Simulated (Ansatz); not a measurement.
Ni: energy above lowest point against volume scale

Free energy against uniform scaling of the volume at fixed shape and fractions; periodic cell, basis, potentials, k mesh and filling as listed. The results are calculated, by Ansatz 0.2.0.

The cell before it is scaled or strained (space group Fm-3m, No. 225):
```
cell vectors (Å)
   0.0000     1.7619     1.7619
   1.7619     0.0000     1.7619
   1.7619     1.7619     0.0000
atoms (fractions of the cell vectors)
Ni  0.00000  0.00000  0.00000
```

Settings of every row: functional PBE; dispersion none; potentials PAW; wave cutoff 653.07 eV; density cutoff 3918.4 eV; k mesh 14x14x14; k shift 0x0x0; occupations methfessel paxton; smearing width 0.3 eV; spin collinear.

Limits: coarse k mesh, up to 40 meV an atom off; state may not be the lowest; wide smearing; with one magnetic atom in the cell only parallel moments are possible.

```
row  volume scale  V (Å³/atom)  energy above lowest point (meV/atom)
  1          0.94       10.283                                  23.1
  2          0.96       10.501                                     9
  3          0.98        10.72                                     ?
  4             1       10.939                                     0
  5          1.02       11.158                                   3.7
  6          1.04       11.376                                  12.1
  7          1.06       11.595                                  24.6
```

Question: what energy above lowest point should row 3 give?

Worked fit of energy above lowest point. Take u = (V_r/V)^(2/3) − 1 with V_r = 11.049 Å³ an atom, which is twice the finite (Eulerian) strain; such expansions in the strain, on which the Birch-Murnaghan equation of state is built, carry the rest volume and the bulk modulus. The shown rows have u = 0.04906, 0.03449, 0.00669, -0.00652, -0.01926, -0.03164. Least squares give energy above lowest point = 1.25 − 285.3 × u + 14544 × u² + 7138 × u³ meV/atom; a parabola predicts inner rows, each left out in turn, worse (root mean square 0.14 against 0.026 meV/atom). All shown rows lie on it to the printed digit. The withheld row has u = 0.02036, so the fit gives 1.25 − 285.3 × (0.02036) + 14544 × (0.02036)² + 7138 × (0.02036)³ = 1.5 meV/atom.

The calculation gave 1.5 meV/atom. The fit meets it to the printed digit.
